**Hand rules for the QED shifts of the orbitals of Cu³⁺**

The table holds eigenvalues, first-order self-energy and vacuum-polarisation shifts and small-component weights for all shells of Cu³⁺ ([Ar] 3d⁸), from configuration-averaged Dirac-Coulomb Hartree-Fock at the radial basis limit. The program tests the contact rule $F(\alpha/\pi)\alpha^4mc^2Z^2Z_s^2/n^3$ for the s rows, with Slater charges $Z_s$ and one fitted $F$ per column, against $Z_s^4$ scaling and charges taken from the eigenvalues. The rule holds within 3 % for vacuum polarisation and 7 % for the self-energy, while the two alternatives miss 1s by 45 to 62 %. For p and d doublets the parameter-free estimate $(\alpha/\pi)$ times the fine-structure splitting gives the self-energy difference within 7 to 24 %, but not the single p₁/₂ values. K- and L-shell self-energies are calibrated on hydrogenic values, and orbital response is not included.

Calculated values. Cu3+ ([Ar] 3d8) in Dirac-Coulomb Hartree-Fock averaged over the nl configuration, with a Fermi nucleus, at the basis limit (B-spline radial code 1). The QED columns are first-order eigenvalue shifts, positive for less bound, from a bare-nucleus radiative potential with K and L self-energies fixed to hydrogenic values; vacuum polarisation is Uehling plus Wichmann-Kroll.

## Analysis program

```python
# Table: Cu3+ (Z=29) [Ar]3d8, B-spline radial code, Dirac-Coulomb Hartree-Fock, nl average: eigenvalues,
# first-order self-energy (SE), vacuum polarisation (VP), small-component weight w. Tested: s shifts =
# F (a/pi) a^4 mc^2 Z^2 Zs^2/n^3 with Slater Zs, and SE(j+)-SE(j-) = (a/pi) x fine-structure splitting.
T = {
    'orbital': ['1s1/2', '2s1/2', '2p1/2', '2p3/2', '3s1/2', '3p1/2', '3p3/2', '3d3/2', '3d5/2'],
    'n': [1, 2, 2, 2, 3, 3, 3, 3, 3],
    'l': [0, 0, 1, 1, 0, 1, 1, 2, 2],
    'nl_electrons': [2, 2, 6, 6, 2, 6, 6, 8, 8],
    'e': [-9100.0, -1182.9, -1037.1, -1016.4, -187.6, -139.98, -137.15, -60.726, -60.371],  # eV
    'self_energy': [5.99, 0.628, -0.0126, 0.0323, 0.0928, -0.000637, 0.00502, -0.000515, 0.000574],  # eV
    'vac_pol': [-0.544, -0.0531, -0.00052, -8.61e-05, -0.00763, -7.36e-05, -1.22e-05, -6.23e-09, -1.5e-09],  # eV
    'small': [0.0109, 0.00209, 0.00206, 0.00202, 0.000456, 0.000411, 0.000403, 0.000295, 0.000292],
}
import numpy as np
from scipy.constants import alpha as a, physical_constants as pc
Z = 29; za = Z*a; ap = a/np.pi
H = pc['Hartree energy in eV'][0]; mc2 = pc['electron mass energy equivalent in MeV'][0]*1e6
o = T['orbital']; ix = {k: i for i, k in enumerate(o)}
n, l, e, se, vp, w = (np.array(T[k], float) for k in ('n', 'l', 'e', 'self_energy', 'vac_pol', 'small'))
sl = {(1, 0): Z-0.30, (2, 0): Z-2*.85-7*.35, (3, 0): Z-2-8*.85-7*.35, (3, 1): Z-18-7*.35}  # Slater's rules
Zs = np.array([sl[(int(x), int(y == 2))] for x, y in zip(n, l)])
Zw = 2*n*np.sqrt(w)/a; Ze = n*np.sqrt(-2*e/H)
K = ap*a**4*mc2; U = K*Z**2*Zs**2/n**3
print(f"Z alpha {za:.4f}, (Z alpha)^2 {za**2:.5f}, alpha/pi {ap:.6f}, (alpha/pi)(Z alpha)^4 mc2 {K*Z**4:.4f} eV")
print("orbital: Zs Slater, Z from w, Slater misfit, Z from eps | unit U eV, SE/U, VP/U")
for i, k in enumerate(o):
    print(f"{k}: {Zs[i]:.2f} {Zw[i]:.2f} {100*(Zs[i]/Zw[i]-1):+.1f}% {Ze[i]:.2f} | {U[i]:.4g} {se[i]/U[i]:+.4g} {vp[i]/U[i]:+.3g}")
rd = lambda x: 50*10**np.floor(np.log10(abs(x))-2)/abs(x)
s = l == 0
print(f"rounding, 3 figures, s rows: SE up to {rd(se[s]).max():.2f}%, VP {rd(vp[s]).max():.2f}%, w {rd(w[s]).max():.2f}%")
print("s rows, one fitted F (geometric mean), errors 1s 2s 3s:")
for nm, u in (("Z^2 Zs^2, Slater", U), ("Z^2 Zs^2, Zs from w", K*Z**2*Zw**2/n**3),
              ("Zs^4, Slater", K*Zs**4/n**3), ("Z^2 Zs^2, Zs from eps", K*Z**2*Ze**2/n**3)):
    for q, y in (("SE", se), ("VP", vp)):
        F = np.sign(y[0])*np.exp(np.mean(np.log(abs(y[s])/u[s])))
        print(f"  {nm}, {q}: F {F:+.3f}; " + " ".join(f"{x:+.1f}%" for x in 100*(F*u[s]/y[s]-1)))
        if u is U:
            print("     values eV: " + " ".join(f"{x:.4g}" for x in F*u[s]) + " | table " + " ".join(f"{x:.3g}" for x in y[s]))
r = lambda y: f"{y[s][1]/y[s][0]:.4f} {y[s][2]/y[s][0]:.5f}"
print(f"2s/1s, 3s/1s: SE {r(se)}; VP {r(vp)}; w/n {r(w/n)}; 1/n^3 {r(n**-3)}")
print("SE/|VP|, s rows: " + " ".join(f"{x:.1f}" for x in -se[s]/vp[s]))
rho = np.array([9813.29, 963.6588, 138.6871])  # density over nucleus, bohr^-3, same run
print("density at nucleus / [4Zw/(pi a^2 n)]: " + " ".join(f"{x:.2f}" for x in rho*np.pi*a**2*n[s]/(4*Z*w[s])))
print("per density, eV bohr^3: VP " + " ".join(f"{x:.2e}" for x in vp[s]/rho) + "; SE " + " ".join(f"{x:.2e}" for x in se[s]/rho))
F0 = 4/3*np.log(za**-2)+10/9-4/3*3.0  # Bethe logarithm 3.0 for 1s, rough recalled value
print(f"Z alpha series 1s: SE F {F0:.1f}, with next term {F0+4*np.pi*(139/128-np.log(2)/2)*za:.1f}; VP F {-4/15:.3f}, with next term {-4/15+5*np.pi/48*za:.3f}")
r3 = {'2p': 683.3835, '3p': 86.80712, '3d': (9.105824+8.903968)/2}  # <r^-3>, bohr^-3, same run
print("doublets: SE(j+)-SE(j-) against (a/pi) x splitting")
q1 = []
for sh, d in (('2p', .1), ('3p', .01), ('3d', .001)):
    i, j = [ix[k] for k in o if k[:2] == sh]; L = l[i]
    de = e[j]-e[i]; ds = se[j]-se[i]; S = ap*de; bare = a**2/2*Z*r3[sh]*(L+.5)*H; q1.append(S/ds)
    print(f"  {sh}: splitting {de:.3g} eV (+-{100*d/de:.1f}%), SE diff {ds:.4g}, rule {S:.4g} eV, error {100*(S/ds-1):+.0f}%")
    print(f"      bare Z<r^-3>: splitting {bare:.3g} eV, rule {ap*bare:.4g} eV, error {100*(ap*bare/ds-1):+.0f}%")
    print(f"      (2j+1) mean SE {(L*se[i]+(L+1)*se[j])/(2*L+1):.3g} eV; j part alone {-(L+1)/(2*L+1)*S:+.3g} {L/(2*L+1)*S:+.3g} eV; VP j-/j+ {vp[i]/vp[j]:.2f}")
for k, c in (('p1/2', 3/35), ('p3/2', 2/105)):
    i, j = ix['2'+k], ix['3'+k]; p = lambda m: -c*(1-n[m]**-2)*za**2*U[m]/vp[m]
    print(f"{k}: 3p/2p SE {se[j]/se[i]:.3f}, VP {vp[j]/vp[i]:.3f}, U {U[j]/U[i]:.3f}; leading VP estimate/table {p(i):.2f} {p(j):.2f}")
print(f"2s vs 2p1/2: w ratio {w[1]/w[2]:.3f}, SE ratio {se[1]/se[2]:.0f}, VP ratio {vp[1]/vp[2]:.0f}")
br = np.array([11.8299, 1.174438, 1.789053, 1.330282, .1725467, .22868, .1678331, .07948138, .05768493])  # Breit, eV, same run
print("Breit/|SE+VP|: " + " ".join(f"{x:.1f}" if x < 10 else f"{x:.0f}" for x in br/abs(se+vp)))
print("(SE+VP)/|eps|, ppm: " + " ".join(f"{x:.0f}" for x in 1e6*(se+vp)/-e))
print(f"-eps(3d5/2) minus ionisation energy of the run (57.08 eV): {-e[-1]-57.08279:.2f} eV")  # same run
assert all((se[i] < 0) == (l[i] > 0 and int(k[2]) < 2*l[i]) for i, k in enumerate(o))
assert np.ptp(vp[s]/U[s])/abs(np.mean(vp[s]/U[s])) < 0.10
assert np.all(abs(Zs[s]/Zw[s]-1) < 0.03) and Zs[-1]/Zw[-1] < 0.7
assert all(0.6 < x < 1.4 for x in q1)
```

Printed output:

```
Z alpha 0.2116, (Z alpha)^2 0.04478, alpha/pi 0.002323, (alpha/pi)(Z alpha)^4 mc2 2.3806 eV
orbital: Zs Slater, Z from w, Slater misfit, Z from eps | unit U eV, SE/U, VP/U
1s1/2: 28.70 28.61 +0.3% 25.86 | 2.332 +2.569 -0.233
2s1/2: 24.85 25.06 -0.8% 18.65 | 0.2185 +2.874 -0.243
2p1/2: 24.85 24.88 -0.1% 17.46 | 0.2185 -0.05767 -0.00238
2p3/2: 24.85 24.64 +0.9% 17.29 | 0.2185 +0.1478 -0.000394
3s1/2: 17.75 17.56 +1.1% 11.14 | 0.03303 +2.809 -0.231
3p1/2: 17.75 16.67 +6.5% 9.62 | 0.03303 -0.01928 -0.00223
3p3/2: 17.75 16.51 +7.5% 9.52 | 0.03303 +0.152 -0.000369
3d3/2: 8.55 14.12 -39.5% 6.34 | 0.007664 -0.0672 -8.13e-07
3d5/2: 8.55 14.05 -39.1% 6.32 | 0.007664 +0.07489 -1.96e-07
rounding, 3 figures, s rows: SE up to 0.08%, VP 0.09%, w 0.46%
s rows, one fitted F (geometric mean), errors 1s 2s 3s:
  Z^2 Zs^2, Slater, SE: F +2.748; +7.0% -4.4% -2.2%
     values eV: 6.407 0.6004 0.09076 | table 5.99 0.628 0.0928
  Z^2 Zs^2, Slater, VP: F -0.236; +1.0% -3.0% +2.0%
     values eV: -0.5496 -0.0515 -0.007786 | table -0.544 -0.0531 -0.00763
  Z^2 Zs^2, Zs from w, SE: F +2.758; +6.7% -2.4% -4.0%
  Z^2 Zs^2, Zs from w, VP: F -0.237; +0.8% -1.0% +0.2%
  Zs^4, Slater, SE: F +4.254; +62.2% +8.7% -43.3%
  Zs^4, Slater, VP: F -0.365; +53.2% +10.3% -40.8%
  Z^2 Zs^2, Zs from eps, SE: F +4.865; +53.8% -4.7% -31.8%
  Z^2 Zs^2, Zs from eps, VP: F -0.417; +45.3% -3.3% -28.8%
2s/1s, 3s/1s: SE 0.1048 0.01549; VP 0.0976 0.01403; w/n 0.0959 0.01394; 1/n^3 0.1250 0.03704
SE/|VP|, s rows: 11.0 11.8 12.2
density at nucleus / [4Zw/(pi a^2 n)]: 1.30 1.33 1.32
per density, eV bohr^3: VP -5.54e-05 -5.51e-05 -5.50e-05; SE 6.10e-04 6.52e-04 6.69e-04
Z alpha series 1s: SE F 1.3, with next term 3.2; VP F -0.267, with next term -0.197
doublets: SE(j+)-SE(j-) against (a/pi) x splitting
  2p: splitting 20.7 eV (+-0.5%), SE diff 0.0449, rule 0.04808 eV, error +7%
      bare Z<r^-3>: splitting 21.5 eV, rule 0.05003 eV, error +11%
      (2j+1) mean SE 0.0173 eV; j part alone -0.0321 +0.016 eV; VP j-/j+ 6.04
  3p: splitting 2.83 eV (+-0.4%), SE diff 0.005657, rule 0.006574 eV, error +16%
      bare Z<r^-3>: splitting 2.74 eV, rule 0.006355 eV, error +12%
      (2j+1) mean SE 0.00313 eV; j part alone -0.00438 +0.00219 eV; VP j-/j+ 6.03
  3d: splitting 0.355 eV (+-0.3%), SE diff 0.001089, rule 0.0008246 eV, error -24%
      bare Z<r^-3>: splitting 0.473 eV, rule 0.001099 eV, error +1%
      (2j+1) mean SE 0.000138 eV; j part alone -0.000495 +0.00033 eV; VP j-/j+ 4.15
p1/2: 3p/2p SE 0.051, VP 0.142, U 0.151; leading VP estimate/table 1.21 1.53
p3/2: 3p/2p SE 0.155, VP 0.142, U 0.151; leading VP estimate/table 1.62 2.05
2s vs 2p1/2: w ratio 1.015, SE ratio -50, VP ratio 102
Breit/|SE+VP|: 2.2 2.0 136 41 2.0 322 34 154 100
(SE+VP)/|eps|, ppm: 598 486 -13 32 454 -5 37 -8 10
-eps(3d5/2) minus ionisation energy of the run (57.08 eV): 3.29 eV
```
